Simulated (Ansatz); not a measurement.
Relaxed bulk W, space group Im-3m (No. 229):

```yaml
crystal:
  lattice:
    - [-1.59177, 1.59177, 1.59177]
    - [1.59177, -1.59177, 1.59177]
    - [1.59177, 1.59177, -1.59177]
  atoms:
    - { symbol: W, position: [0.00000, 0.00000, 0.00000] }
```

Miller indices refer to the conventional cell of Im-3m (No. 229), a = 3.184 Å, b = 3.184 Å, c = 3.184 Å, α = 90.00°, β = 90.00°, γ = 90.00°.

Consider the (110) slab of 5 planes, 9.0 Å thick with 15 Å of vacuum as cut; outer planes W (top) and W (bottom), all atoms relaxed.

Computed with DFT PBE, scalar-relativistic, plane waves, PAW (Ansatz 0.2.0). Settings: cutoff 420 eV, Γ-centred mesh 13×13×1 on the computed 5-atom cell, Gaussian smearing of 0.10 eV; no spin polarisation. The cell repeats along c with a dipole correction in the vacuum.

Question: Estimate the surface energy (mean of both faces).

Answer: 3.31 J/m².

Question: Predict the work function.

Answer: 4.77 eV.

Question: The top two planes lie 2.251 Å apart in the bulk. How does relaxation change this?

Answer: The spacing becomes 2.168 Å (-3.7 %).

Slabs this thin can still miss converged surface energies by a few hundredths of a J/m² and work functions by about a tenth of an eV. The bulk's energy on two k meshes differs by as much as moves the surface energy by 0.07 J/m².

Spin-orbit coupling is left out, which matters for the bands of heavy elements.

Worked out: the slab's 5 atoms lie 2.961 eV above the same atoms in the bulk. Shared over two faces of 7.17 Å² this is 206.6 meV/Å², and 1 eV/Å² is 16.02 J/m², which gives 3.31 J/m². The cut crosses 2 bonds a cell (neighbours within 10 % of the shortest distances), so each costs 1.48 eV on this count. The top spacing shrinks by 3.7 %, as is usual at a metal's surface, where atoms that lost neighbours bind closer to those left.

The high surface energy of 3.31 J/m² reflects tungsten's strong cohesion: its roughly half-filled 5d band occupies mainly bonding states, so lost neighbours are costly even on the densest bcc plane, where each surface atom keeps most of its nearest neighbours. The 1.48 eV per cut bond is nevertheless well below the bulk cohesive energy shared out over nearest-neighbour bonds. This is expected for a metal, where bond energy is not pairwise additive and the remaining bonds strengthen as coordination falls. The inward relaxation fits the same picture.

The work function of 4.77 eV is clearly below the values measured for clean W(110), which are among the highest of tungsten's faces because the close-packed surface leaves little room for the charge smoothing that weakens the surface dipole. The gap is larger than slab thickness would explain and probably stems mostly from the semi-local functional, which tends to underestimate work functions of 5d metals. With a single orientation computed, neither the anisotropy nor the equilibrium crystal shape follows.
